**Question: can E1 line strengths of Ru⁶⁺ be estimated by hand?**

I am looking at these 4d5p → 4d² lines from a CI+MBPT run. All wavelengths lie between 35 and 41 nm, yet the rates span two orders of magnitude, and the line labelled 1D2–3F2 (upper–lower), which should be spin-forbidden, is three times stronger in amplitude than 3F2–3F2. Is there a pencil-and-paper rule for such numbers, and how far can it be trusted?

Electric-dipole lines of Ru6+ (two electrons outside a closed [Ar] 3d10 4s2 4p6 core) from B-spline many-body code 1: CI+MBPT in the frozen-core Dirac-Hartree-Fock potential, with screened core-valence correlation, Breit, QED and a nuclear rms radius of 4.4809 fm. Reduced elements are in length form, with core polarisation in static RPA except where marked without.

| upper | lower | reduced element (a.u.) | without core polarisation (a.u.) | wavelength (nm) | rate (s⁻¹) | weighted oscillator strength |
| --- | --- | --- | --- | --- | --- | --- |
| 4d5p 1D2 | 4d2 3F2 | 0.7444 | 0.8030 | 37.55 | 4241000000 | 0.4483 |
| 4d5p 3D1 | 4d2 3F2 | 1.007 | 1.081 | 37.25 | 1.326e+10 | 0.8272 |
| 4d5p 3D2 | 4d2 3F2 | 0.4685 | 0.5036 | 36.86 | 1776000000 | 0.1808 |
| 4d5p 3F3 | 4d2 3F2 | 0.2358 | 0.2553 | 36.68 | 326100000 | 0.04605 |
| 4d5p 3F2 | 4d2 3F2 | 0.2340 | 0.2533 | 36.60 | 452500000 | 0.04543 |
| 4d5p 3D3 | 4d2 3F2 | 0.1420 | 0.1523 | 36.24 | 122600000 | 0.01691 |
| 4d5p 3P1 | 4d2 3F2 | 0.1820 | 0.1930 | 35.70 | 491600000 | 0.02818 |
| 4d5p 3D2 | 4d2 3F3 | 0.9798 | 1.051 | 37.25 | 7528000000 | 0.7829 |
| 4d5p 3F3 | 4d2 3F3 | 0.9522 | 1.025 | 37.06 | 5155000000 | 0.7431 |
| 4d5p 3F2 | 4d2 3F3 | 0.8027 | 0.8579 | 36.98 | 5162000000 | 0.5292 |
| 4d5p 3D3 | 4d2 3F3 | 0.2858 | 0.3078 | 36.62 | 481400000 | 0.06774 |
| 4d5p 3F4 | 4d2 3F3 | 0.2731 | 0.2937 | 36.13 | 356100000 | 0.06271 |
| 4d5p 3P2 | 4d2 3F3 | 0.1930 | 0.2044 | 35.76 | 329900000 | 0.03163 |
| 4d5p 1F3 | 4d2 3F3 | 0.1422 | 0.1503 | 35.54 | 130300000 | 0.01728 |
| 4d5p 3F3 | 4d2 3F4 | 0.7967 | 0.8540 | 37.49 | 3488000000 | 0.5143 |
| 4d5p 3D3 | 4d2 3F4 | 1.295 | 1.384 | 37.03 | 9558000000 | 1.375 |
| 4d5p 3F4 | 4d2 3F4 | 1.061 | 1.139 | 36.53 | 5200000000 | 0.9362 |
| 4d5p 1F3 | 4d2 3F4 | 0.2186 | 0.2312 | 35.93 | 298000000 | 0.04038 |
| 4d5p 1D2 | 4d2 1D2 | 0.6525 | 0.7015 | 39.68 | 2761000000 | 0.3259 |
| 4d5p 3D2 | 4d2 1D2 | 0.5227 | 0.5650 | 38.91 | 1879000000 | 0.2133 |
| 4d5p 3F3 | 4d2 1D2 | 0.2623 | 0.2737 | 38.71 | 343300000 | 0.05399 |
| 4d5p 3F2 | 4d2 1D2 | 0.6353 | 0.6794 | 38.62 | 2839000000 | 0.3175 |
| 4d5p 3D3 | 4d2 1D2 | 0.2268 | 0.2359 | 38.22 | 266600000 | 0.04088 |
| 4d5p 3P1 | 4d2 1D2 | 0.5624 | 0.5995 | 37.62 | 4012000000 | 0.2554 |
| 4d5p 3P2 | 4d2 1D2 | 0.3033 | 0.3237 | 37.29 | 718500000 | 0.07491 |
| 4d5p 1P1 | 4d2 1D2 | 0.4819 | 0.5130 | 36.43 | 3244000000 | 0.1936 |
| 4d5p 3D1 | 4d2 3P0 | 0.3725 | 0.3947 | 39.45 | 1526000000 | 0.1068 |
| 4d5p 3P1 | 4d2 3P0 | 0.4357 | 0.4665 | 37.72 | 2389000000 | 0.1529 |
| 4d5p 1P1 | 4d2 3P0 | 0.1867 | 0.1981 | 36.52 | 483500000 | 0.02900 |
| 4d5p 3D2 | 4d2 3P1 | 0.5175 | 0.5489 | 39.21 | 1801000000 | 0.2075 |
| 4d5p 3P1 | 4d2 3P1 | 0.4793 | 0.5101 | 37.90 | 2851000000 | 0.1841 |
| 4d5p 3P0 | 4d2 3P1 | 0.5350 | 0.5703 | 37.78 | 1.076e+10 | 0.2302 |
| 4d5p 3P2 | 4d2 3P1 | 0.4922 | 0.5277 | 37.57 | 1852000000 | 0.1959 |
| 4d5p 1D2 | 4d2 3P2 | 0.2335 | 0.2522 | 40.49 | 333000000 | 0.04092 |
| 4d5p 3D2 | 4d2 3P2 | 0.2127 | 0.2246 | 39.69 | 293400000 | 0.03464 |
| 4d5p 3F3 | 4d2 3P2 | 0.2647 | 0.2804 | 39.48 | 329700000 | 0.05392 |

**Answer**

There is one, with one radial number, one wavelength and some angular fractions. It gives sums of strengths to a few per cent of this calculation, and single lines only when neither level can mix.

**Conversion.** Call the reduced element $d$, the line strength $S=d^2$, the upper degeneracy $g=2J'+1$ and the photon energy $\omega$. In atomic units the weighted oscillator strength is $gf=\tfrac23\omega S$ and the rate is $A=\tfrac43\alpha^3\omega^3S/g$, or $gf=30.38\,S/\lambda$ and $A=2.026\times10^{15}\,S/(g\lambda^3)$ s⁻¹ with $\lambda$ in nm. The calculation uses these relations itself, so they test nothing. Setting $\lambda=37.5$ nm, the mean of the column, gives $gf=0.810\,S$ and $A=3.84\times10^{10}S/g$ s⁻¹. Relative to the true wavelengths this costs −5 to +8% in $gf$ and −15 to +26% in $A$.

**The radial number.** Take the one-electron ion Ru⁷⁺, a single 4d electron outside the same core. Its strength to 5p, summed over final states, is $\tfrac{l_>}{2l+1}R^2=\tfrac25R^2$ per initial sublevel, where $l=l_>=2$ and $R=\langle 4d|r|5p\rangle$. In 4d² either electron can jump while the other looks on. The two jumps leave the 5p orbital on different electrons, so their cross term vanishes in a sum over all 4d5p levels:

$$\sum_{\rm upper}S=(2J+1)\,C,\qquad C=2\cdot\tfrac25R^2 .$$

This holds for any term and any mixing among the upper levels, provided one $R$ serves all $j$ and other configurations stay out. The analogy covers this total only. How it is shared among lines depends on the coupling of two electrons, which the one-electron ion does not have.

Lower 3F4 can reach four levels, and their squared elements add to 3.485, so $C=3.485/9=0.387$ and $R=0.696$ a.u. That is the whole fit. An estimate without the fit gives only the order: the run's ionisation energy of 94.15 eV means $n^*=7\sqrt{13.6/94.15}=2.66$ and a length $n^{*2}/7\approx1.0$ a.u., roughly a factor of two too large once squared.

The other lower levels test the rule as far as their lines are listed. The tabulated lines from 3F2 and 3F3, though not all that J allows, already reach 0.390 and 0.389 per sublevel, within 1% of $C$. The three $J'=1$ levels open to 3P0 give 0.363, which is 6% below $C$. Admixed configurations or a $j$-dependent $R$ could do that, but neither cause is tested here. The lines listed from 1D2 give 0.373, 4% below $C$ with two lines missing. The lists from 3P1 and 3P2 are too short for a test.

**Angular fractions.** In the LS limit spin is conserved and

$$\frac{S}{C}=5(2L'+1)\begin{Bmatrix}L'&L&1\\2&1&2\end{Bmatrix}^2\times(2L+1)(2J+1)(2J'+1)\begin{Bmatrix}L&J&s\\J'&L'&1\end{Bmatrix}^2,$$

with $s$ the total spin and primes for the upper level. The first factor sends 3F two thirds to 3D and one third to 3F, and 3P three quarters to 3P and one quarter to 3D. The second sums to $2J+1$ over $J'$. For $L'=L$ its diagonal value follows from projecting $\mathbf L$ on $\mathbf J$: $(2J+1)[J(J+1)+L(L+1)-s(s+1)]^2/[4J(J+1)L(L+1)]$.

**Two worked rows**, neither part of the fit. For 3F4–3F3, the diagonal F4–F4 value is $9\cdot30^2/960=135/16$, which leaves $9-135/16=9/16$ of a single unit for F4–F3. Then $S/C=\tfrac13\cdot\tfrac9{16}=0.1875$, $S=0.0726$ and $d=0.269$, 1.3% below the tabulated 0.2731. At 37.5 nm, $gf=0.810\times0.0726=0.059$ (6% low) and $A=3.84\times10^{10}\times0.0726/9=3.1\times10^8$ s⁻¹ (13% low). With the true 36.13 nm the rate is 3% low, so most of the error came from the wavelength.

For 3P0–3P1, the single unit of the $J'=0$ level can go only to $J=1$, so $S/C=\tfrac34$, $S=0.290$ and $d=0.539$ against 0.5350. The rate, $1.12\times10^{10}$ s⁻¹, is 4% high. It is among the largest in the table despite a modest $gf$ because $g=1$.

These rows were chosen as the favourable case. Each of the four levels is the only one of its $J$ in its configuration, so its wavefunction is the same in the LS and jj limits, and the run gives lower 3F3 and 3P1 as pure terms.

**Where labels fail.** Applied by label to all 36 rows, the rule forbids 14 lines that carry 18% of the tabulated $S$. Of the 22 allowed amplitudes, 6 are within 5% of the table, 11 within 20% and 19 within a factor of two. The three worst all have upper 3F2 or 3F3 and are off by a factor of three in $d$, about ten in the rate.

The cause is intermediate coupling. Spin-orbit interaction mixes levels of equal $J'$. If it is small against their separation the labels are nearly exact, and if it is large the levels are jj states whose LS label names only the largest piece. Here upper 3D2 and 3F2 lie about 5000 and 6900 cm⁻¹ above upper 1D2, a spacing like the 5866 cm⁻¹ fine-structure span of 4d² 3F, so spin-orbit coupling is not small. Nor is the jj limit reached. In the run, upper 1D2 is slightly less than half singlet, and its Landé factor of 0.86 lies between 1 for a pure 1D2 level and 0.77 for the jj state with 4d at $j=3/2$ and 5p at $j=1/2$.

Your pair shows that amplitudes add, not strengths. The LS model puts $S=0.775$ into the $J'=2$ triplets from 3F2. With the upper level about half triplet and the lower one almost wholly so, the triplet route gives at most about $\sqrt{0.775/2}=0.62$, short of 0.7444. If the remaining 3% or so of lower 3F2 is 1D2, as its Landé factor in the run suggests, the singlet route (model $S=1.129$ for pure 1D2–1D2) adds up to about 0.13, for a total of about 0.75. This assumes rounded weights and that all pieces add in phase, so it shows that the size is reachable and does not derive it. It does show that an impurity of a few per cent in a level can change $d$ by more than a tenth.

Mixing is a rotation among levels of one $J'$, so it conserves the sum of $S$ over them. What upper 1D2 gains from lower 3F2 is lost by the levels labelled as triplets, which is how 3F2–3F2 can be so weak. From 3F3 the three $J'=3$ lines add to 1.009 against 0.960 in the model, 5% above it, although 3F3–3F3 and 3D3–3F3 are only labels. Use such fixed-$J'$ sums from a pure lower level. Lower 1D2 and 3P2, about 0.7 pure, need their own mixing included first. These sums run over upper levels and yield no lifetimes or branching ratios.

**Core polarisation.** The light field polarises the core and, below the core's resonances, the potential of the induced dipole partly cancels that of the light for the valence electron. If all lines share one radial integral, as the rule assumes, this gives a common factor and not a common shift. A least-squares line through the origin over all 36 rows gives 0.934 in $d$, or 0.87 in $S$, with a worst error of 3% of $d$, while a constant shift misses by up to 18%. Row ratios run from 0.924 to 0.961, the highest two being 3F3–1D2 and 3D3–1D2. The fitted $C$ already contains this factor, so apply it only to an $R$ found without core polarisation (0.745 a.u. here). The RPA is static, whereas the photons carry 33 eV, nearly three quarters of the lowest core excitation in the run, 4p→4d at about 45 eV. The lines thus lie below the core's resonances, but not far enough for the static limit to be safe: a core with all its response at 45 eV would be polarised about twice as strongly at 33 eV as in a static field. Response at higher energies would grow less, so the real change should be smaller. Configurations with a 4p hole are also outside the CI. The effect of either on the factor and on the lines themselves is untested.

**Range.** A wavelength from valence CI alone is not good enough for rates: adding core-valence correlation, Breit and QED moves 1D2–3F2 from 39.32 to 37.55 nm, worth 15% in $\lambda^{-3}$ for that line. For a neighbouring d² ion the fractions carry over, but $R$ and $\lambda$ must be reset. At higher charge $R$ shrinks and spin-orbit coupling grows faster than the electrostatic splittings, so labelled lines should get worse while lines between levels alone in their $J$ remain the safer ones, as long as other configurations such as 4p⁵4d³ do not mix in.
